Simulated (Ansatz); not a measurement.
# Cu: the change of pressure and energy above lowest point with volume per atom

Equation of state of a cubic crystal from periodic Kohn-Sham density functional theory without spin; pressure corrected for the finite basis. The results are calculated, by Ansatz 0.2.0 development build.

Cell of the first row (space group Fm-3m, No. 225):
```
cell vectors (Å)
   0.0000     1.7654     1.7654
   1.7654     0.0000     1.7654
   1.7654     1.7654     0.0000
atoms (fractions of the cell vectors)
Cu  0.00000  0.00000  0.00000
```

Settings of every row: formula Cu; structure type fcc; functional r2SCAN; spin treatment none; k mesh 16x16x16; occupation method fermi-dirac; occupation width 0.1 eV; wave cutoff 500 eV; datasets soft-1 PAW; density cutoff ratio 4.

Limits: modest k-mesh, values are not fully converged in k.

| row | volume per atom (Å³) | pressure (GPa) | energy above lowest point (meV/atom) |
| --- | --- | --- | --- |
| 1 | 11.004 | 7.448 | 9.86 |
| 2 | 11.363 | 1.535 | 0 |
| 3 | 11.722 | ? | ? |
| 4 | 12.08 | -7.433 | 14.47 |
| 5 | 12.439 | -10.789 | 34.99 |

Question: what pressure and energy above lowest point should row 3 give?

Worked fit of pressure. Take u = (V_r/V)^(2/3) − 1 with V_r = 11.721 Å³ an atom, which is twice the finite (Eulerian) strain; such expansions in the strain, on which the Birch-Murnaghan equation of state is built, carry the rest volume and the bulk modulus. The shown rows have u = 0.04298, 0.0209, -0.01991, -0.03886. Least squares give pressure = −3.3673 + 219.629 × u + 741.67 × u² GPa; a straight line predicts inner rows, each left out in turn, worse (root mean square 0.72 against 0.032 GPa). The rows lie off it by 0.006, -0.012, 0.013, -0.007 (root mean square 0.01 GPa). The pressure vanishes at u = 0.0146, or V = 11.47 Å³ an atom, and there the bulk modulus at fixed shape and fractions is B = −V dP/dV = (2/3)(1 + u) dP/du = 163 GPa. The withheld row has u = -6e-05, so the fit gives −3.3673 + 219.629 × (-6e-05) + 741.67 × (-6e-05)² = -3.380 GPa.

The calculation gave -3.369 GPa. The fit lies 0.011 GPa (0.06 % of the column's range) below it; its largest miss of a shown row is 0.013 GPa.

Worked fit of energy above lowest point. Take u = (V_r/V)^(2/3) − 1 with V_r = 11.721 Å³ an atom, which is twice the finite (Eulerian) strain; such expansions in the strain, on which the Birch-Murnaghan equation of state is built, carry the rest volume and the bulk modulus. The shown rows have u = 0.04298, 0.0209, -0.01991, -0.03886. Least squares give energy above lowest point = 2.201 − 360.21 × u + 12493.4 × u² meV/atom; a straight line predicts inner rows, each left out in turn, worse (root mean square 12 against 0.35 meV/atom). The rows lie off it by 0.06, -0.13, 0.14, -0.08 (root mean square 0.11 meV/atom). Its lowest point lies at u = 0.0144, or V = 11.47 Å³ an atom, and the curvature there gives the bulk modulus at fixed shape and fractions, B = (4/9)(1 + u)² E″(u)/V = 160 GPa. The withheld row has u = -6e-05, so the fit gives 2.201 − 360.21 × (-6e-05) + 12493.4 × (-6e-05)² = 2.22 meV/atom.

The calculation gave 2.23 meV/atom. The fit lies 0.01 meV/atom (0.029 % of the column's range) below it, one unit of the last digit.
